Dear colleague,

The electron heating of 7.2 mW/cm² that I sent you for the sheath of your rf electrode in hydrogen is wrong. The same model, done properly, gives 5.4 mW/cm². The wrong formula also has the wrong dependence on current, which matters more to you than the number. Below are the common ground, the wrong attempt as I made it, the symptom, the faulty line, the repair and the cost.

## The model and the inputs

Take $x$ from the electrode into the plasma. The ions are fixed, with density $n_b$ in the bulk and $n_s$ in the region swept by the sheath edge, and $r=n_s/n_b$. The electron edge at $x=s(t)$ is a hard wall that reflects electrons specularly. The hard wall goes back to Godyak, and the step profile is the one Kaganovich used in 2002. Let $J(t)=J_0\sin\omega t$ be the current density counted positive when electrons move toward $+x$, so that the conventional current density is $-J$.

In the electron-free layer Gauss's law gives $E=en_s(x-s)/\varepsilon_0$, and the displacement current is $\varepsilon_0\,\partial E/\partial t=-en_s\,\dot s$. In the bulk the electrons carry the same current by conduction. Hence

$$u_s=\dot s=\frac{J}{en_s},\qquad u_b=\frac{J}{en_b}=r\,u_s,\qquad w\equiv u_s-u_b=(1-r)\,u_s .$$

Wall and bulk electrons move in phase. The model takes the electrons arriving at the wall as a Maxwellian of density parameter $n_s$ shifted by $u_b$.

The inputs are illustrative, not data: H₂ at 0.5 Pa and 300 K, $kT_e=5$ eV, $n_b=10^{10}$ cm⁻³, $n_s=10^{9}$ cm⁻³, 27.12 MHz, $J_0=5$ mA/cm², a bulk 4 cm long, and an approximate momentum-transfer rate coefficient of $1.5\times10^{-7}$ cm³/s. They give:

- $\bar v=(8kT_e/\pi m)^{1/2}=1.496\times10^{6}$ m/s and $v_T=(kT_e/m)^{1/2}=9.38\times10^{5}$ m/s.
- $u_{s0}=3.12\times10^{5}$ m/s, $u_{b0}=3.12\times10^{4}$ m/s, $w_0=2.81\times10^{5}$ m/s, $w_0/\bar v=0.188$.
- $\omega=1.704\times10^{8}$ s⁻¹ and $s_0=u_{s0}/\omega=1.83$ mm. The sheath swings from zero to 3.66 mm, with peak voltage $en_s(2s_0)^2/2\varepsilon_0=121$ V. The Debye length at $n_s$ is 0.53 mm, so the wall is tolerably hard.
- At $n_s$, $(\omega/\omega_{pe})^2=0.009$, and $\omega/\omega_{pi}=4.1$ for H⁺, the lightest ion. Fixed ions are a fair but not generous approximation.
- Gas density $1.21\times10^{14}$ cm⁻³, $\nu_m=1.8\times10^{7}$ s⁻¹, $\nu_m/\omega=0.11$, mean free path $\bar v/\nu_m=8.3$ cm. The length $\bar v/\omega=8.8$ mm is short against the bulk, so the spread of transit times scrambles the phases of electrons that return.

## Why the relative velocity counts

The bulk drift is driven by a uniform field, $m\dot u_b=-eE_b$. In the frame moving at $u_b(t)$ the inertial force cancels that field and the electrons fly freely with velocity $v'=v-u_b$. An electron that has left the wall has laboratory energy $\tfrac12m(v'+u_b)^2$, whose cross term averages away over a period. Only a change of $\tfrac12mv'^2$ lasts. In this frame the wall moves at $w$, reflection sends $v'\to2w-v'$, and

$$\Delta\varepsilon=2mw\,(w-v').$$

Electrons with $v'<w$ strike at the rate $(w-v')f(v')\,dv'$ per unit area, so the instantaneous power is $S(t)=P(w)\,w$, with the pressure on the wall

$$P(w)=2m\int_{-\infty}^{w}(w-v')^2f(v')\,dv',\qquad f=\frac{n_s}{\sqrt{2\pi}\,v_T}\,e^{-v'^2/2v_T^2}.$$

Regard $P$ as a function of $w$. Then $P(0)=n_skT_e$. The first derivative is $4m\int(w-v')f\,dv'$, which at $w=0$ is $4m$ times the one-way flux $n_s\bar v/4$. The second is $4m\int^w f\,dv'$, equal to $2mn_s$ at zero. The third is $4mf(w)$, with $f(0)=2n_s/\pi\bar v$. Therefore

$$S(t)=n_skT_e\,w+n_sm\bar v\,w^2+n_sm\,w^3+\frac{4n_sm}{3\pi\bar v}\,w^4+\dots$$

Everything to this point stands.

## The wrong attempt

What follows is the argument I sent you, and it is wrong.

*Line 1.* The wall is slow, $w_0/\bar v=0.188$, so keep the leading term, $S(t)\approx n_skT_e\,w(t)$.

*Line 2.* Electrons are heated while the sheath expands, $w>0$. Average that over the cycle, $\frac{1}{2\pi}\int_0^{\pi}\sin\theta\,d\theta=1/\pi$.

*Line 3.* With $n_su_{s0}=J_0/e$ and $T_e$ in volts,

$$S_{\rm wrong}=\frac{n_skT_e\,w_0}{\pi}=\frac{J_0T_e\,(1-r)}{\pi}.$$

The amplitude $J_0T_e(1-r)$ is 22.5 mW/cm², and $S_{\rm wrong}=7.16$ mW/cm². I applied one test, that the heating vanish for a uniform ion density, where wall and electrons move together. The formula passes, since $w=0$ at $r=1$. Any power of $w$ would pass, so the test could not tell a right expression from this one.

## The symptom

You asked what series resistance the sheath heating presents. By definition $R=2S/J_0^2$ per unit area, and my formula gives $R_{\rm wrong}=2T_e(1-r)/\pi J_0$, which is 573 Ω cm² at 5 mA/cm² and grows without bound as the current is reduced at fixed plasma parameters. A plasma driven weakly about a steady state responds linearly. Its voltage is proportional to the current, the mean power starts at order $J_0^2$, and $R$ tends to a constant. A power linear in $J_0$ is the behaviour of a rectifier with a fixed forward drop, and the model contains no such element.

The term itself shows the cause. It is $n_skT_e\,w=T_e(1-r)\,J(t)$, a constant 4.5 V multiplied by an rf current. Behind a blocking capacitor the mean current is zero, and a dc voltage can draw no mean power from it. In mechanical terms it is the work of a piston against a constant pressure, and the piston returns to where it started. It is also telling that at given current the electron mass has dropped out, although the irreversible part of the process depends on how fast electrons arrive compared with the wall.

## The faulty line

The fault is in lines 1 and 2 taken together. Line 1 is a correct statement about the instantaneous power. It ranks terms by size before the average is taken, and I kept the linear term without checking its average. That average is

$$\langle n_skT_e\,w\rangle=T_e(1-r)\,\langle J\rangle=0 .$$

Line 2 hid the zero by dropping the half cycle in which the retreating wall takes back $2m|w||v'|$ from each electron. The formula for $S(t)$ holds for either sign of $w$, because electrons are faster than the wall and follow it as it retreats. The 7.16 mW/cm² is energy lent during expansion and returned during collapse. It is reactive power.

The zero is not peculiar to the step or to the sine. If the density at the wall is any function $n(s)$ of position, then $u_s=\dot s$ and $u_b=n(s)\dot s/n_b$, so $n\,w=[n-n^2/n_b]\,\dot s$ is the time derivative of a function of $s$, and its integral over a period vanishes. The linear term survives only if density or temperature at the wall has a part in phase with $w$, so that the pressure differs between the outward and inward strokes. I return to such a part below.

## The mended calculation

Average term by term with $w=w_0\sin\omega t$. The odd powers vanish, $\langle w^2\rangle=w_0^2/2$ and $\langle w^4\rangle=3w_0^4/8$:

$$S=\tfrac12\,m\,n_s\bar v\,u_{s0}^2\left(1-\frac{n_s}{n_b}\right)^{2}\left[1+\frac{w_0^2}{\pi\bar v^2}+\dots\right].$$

The leading term has a plain meaning. An advancing wall meets more electrons and meets them harder, so the pressure exceeds $n_skT_e$ by $n_sm\bar v\,w$, a friction in phase with the motion. The result is quadratic in $J_0$, never negative, and zero identically for $n_s=n_b$, since $S(t)=P(w)\,w$ vanishes at every instant when $w=0$. The resistance is a constant,

$$R=\frac{m\bar v\,(1-r)^2}{e^2n_s}=430\ \Omega\,{\rm cm^2}.$$

Without the drift the prefactor is $S_0=\tfrac12mn_s\bar vu_{s0}^2=6.64$ mW/cm². Current conservation multiplies it by $(1-r)^2=0.81$, so $S=5.38$ mW/cm². The bracket adds 1.1 per cent.

One factor $(1-r)$ comes from the pressure and one from the frame. In the laboratory the wall does the work $\langle Pu_s\rangle=(1-r)S_0=5.97$ mW/cm², and the bulk field takes back $\langle Pu_b\rangle=r(1-r)S_0=0.60$ mW/cm² from the reflected electrons. A diagnostic that resolves only the sheath edge sees the larger figure.

The integral for $P$ can be done exactly. With $a=w/v_T$,

$$\frac{P}{n_skT_e}=(1+a^2)\left[1+{\rm erf}\frac{a}{\sqrt2}\right]+\sqrt{\frac{2}{\pi}}\;a\,e^{-a^2/2}.$$

Integrating $Pw$ over each half cycle and dividing by the full period gives $+10.31$ mW/cm² for expansion and $-4.87$ mW/cm² for collapse, 5.44 mW/cm² in all. The wrong figure is therefore not even the heating of the expansion phase. It is the part of that heating which the collapse cancels at first order.

## The size of the error

With $kT_e=\pi m\bar v^2/8$,

$$\frac{S_{\rm wrong}}{S}=\frac{\bar v}{4w_0}.$$

At fixed densities and temperature, with $S$ the leading term:

| $J_0$ (mA/cm²) | $w_0/\bar v$ | $S_{\rm wrong}$ (mW/cm²) | $S$ (mW/cm²) | ratio | $R_{\rm wrong}$ (Ω cm²) |
|---|---|---|---|---|---|
| 2.5 | 0.094 | 3.58 | 1.34 | 2.66 | 1146 |
| 5 | 0.188 | 7.16 | 5.38 | 1.33 | 573 |
| 10 | 0.375 | 14.3 | 21.5 | 0.67 | 286 |

At 5 mA/cm² the error is $+1.8$ mW/cm², or 33 per cent. Over a 300 mm wafer, 707 cm², that is 5.1 W in place of 3.8 W. The two formulas cross at $w_0=\bar v/4$, here 6.66 mA/cm², close to the working point, which is why the number looked respectable. The agreement near the crossing is an accident. For scale, the ohmic heating of the bulk is $\tfrac12J_0^2m\nu_md/e^2n_b=0.32$ mW/cm² for $d=4$ cm, so the error alone is 5.6 times the ohmic term. In a real current scan $r$ shifts with the sheath voltage, so read the table as a comparison of formulas and not as a predicted scan.

## Linear terms that need a second look

Having been caught once, I checked what else multiplies the large linear term.

*Density at the wall.* With density parameter $N$ in place of $n_s$, incident and reflected electrons together have density $2\int^w f\,dv'=N(1+4w/\pi\bar v)$. The modulation amplitude is 0.24. Quasineutrality demands $n_s$, so $N=n_s(1-4w/\pi\bar v)$, which is a part in phase with $w$. The laboratory work $NkT_eu_s$ then has the average $-\tfrac12n_sm\bar v\langle wu_s\rangle=-2.99$ mW/cm², more than half of $S$. But $N$ is set by the potential step $\Phi$ between bulk and sheath region, $N=n_be^{-e\Phi/kT_e}$, so $e\,\delta\Phi=-kT_e\,\delta N/n_s$. The flux $n_su_s$ through the step receives $n_su_s\,e\,\delta\Phi=-kT_e\,\delta N\,u_s$, which is $+2.99$ mW/cm² on average. The two cancel, as they must when an electron crosses the step twice in a time short against the period. The steady part of the step, $e\Phi=kT_e\ln(1/r)=11.5$ eV, multiplies $\langle J\rangle$ and gives nothing.

*Slowing at the step.* A drifting Maxwellian does not stay exactly a shifted Maxwellian after climbing 11.5 eV. Let $v$ be the speed normal to the wall in the bulk and $v_s=(v^2-2e\Phi/m)^{1/2}$ the speed beyond the step. To first order the wall gives $2mv_su_s$ in the laboratory, and the change to the drift frame subtracts $mu_b$ times the velocity change $2v$:

$$\Delta\varepsilon=2m\,(v_su_s-v\,u_b).$$

Electrons below the barrier have only the second term. The mean gain follows without second-order kinematics. The scattering is Hamiltonian and preserves $d\varepsilon\,dt$, and the incident flux is proportional to $e^{-\varepsilon/kT_e}d\varepsilon\,dt$, so $\langle e^{-\Delta\varepsilon/kT_e}\rangle=1$ over flux and cycle. Expanding, $\langle\Delta\varepsilon\rangle=\langle\Delta\varepsilon^2\rangle/2kT_e$. This identity alone forbids a mean gain of first order in the velocities. With $x=v/v_T$, $x_s=v_s/v_T$ (zero below the barrier) and $z=\tfrac12\ln(1/r)$,

$$\frac{S}{S_0}=\frac{1}{2r}\int_0^\infty x\,e^{-x^2/2}\,(x_s-r\,x)^2\,dx=1+r-2r\,z\,e^{z}K_1(z).$$

The $x_s^2$ term gives 1, the $r^2x^2$ term gives $r$, and the substitution $x_s=2\sqrt z\,\sinh t$ turns the cross term into the Bessel function. Since $zK_1(z)\to1$, this too vanishes at $r=1$. For $r=0.1$, $z=1.151$, $K_1=0.469$, $ze^zK_1=1.709$, and the factor is 0.758 in place of 0.81. That gives 5.03 mW/cm², 6 per cent lower, and against it the wrong figure is 42 per cent high.

*Transit time.* A one-way delay $\tau$ between step and wall multiplies the cross term $-2r$ of $(1-r)^2$ by $\cos\omega\tau$. For $\omega\tau=\omega s_0/v_T=0.33$ the factor rises by 0.011.

*Shielding in the bulk.* The outgoing electrons carry no net first-order flux in the drift frame, because $n_su_s=n_bu_b$, but they carry a density perturbation of order $n_su_s/v_T$. Shielding it at density $n_b$ takes a potential $e\,\delta\phi/kT_e\sim r\,u_s/v_T$, whose work on the current is of relative order $r$. I have not solved for it, and it limits the result to about ten per cent.

The model's heating is thus about 5 mW/cm², and the slip overstates it by a third or somewhat more.

## What the number is worth for your chamber

The 5 mW/cm² belongs to the model with these inputs, and it can't sustain the plasma assumed. With a typical edge-to-centre density ratio of 0.4, the Bohm speed $(kT_e/2m_p)^{1/2}=1.5\times10^{4}$ m/s of H₂⁺, and roughly 100 eV of electron energy spent per pair lost as a typical figure, the electrons need about 0.1 W/cm² of wall, 18 times the sheath heating. The inputs therefore describe a capacitively driven electrode in a plasma kept up by another source, such as a biased wafer chuck under an inductive coil. A purely capacitive hydrogen discharge at 0.5 Pa and this density ratio would need $u_{s0}$ larger by about the square root of that factor, 4.3, which puts it near $\bar v$. There the exact $P(w)$ must replace the series, but its zeroth term $n_skT_e$ still does no net work. With tailored, non-sinusoidal waveforms $\langle J\rangle=0$ still removes the linear term, while $\langle w^3\rangle$ need not vanish and has to be averaged explicitly.

With apologies for the first figure, and best regards.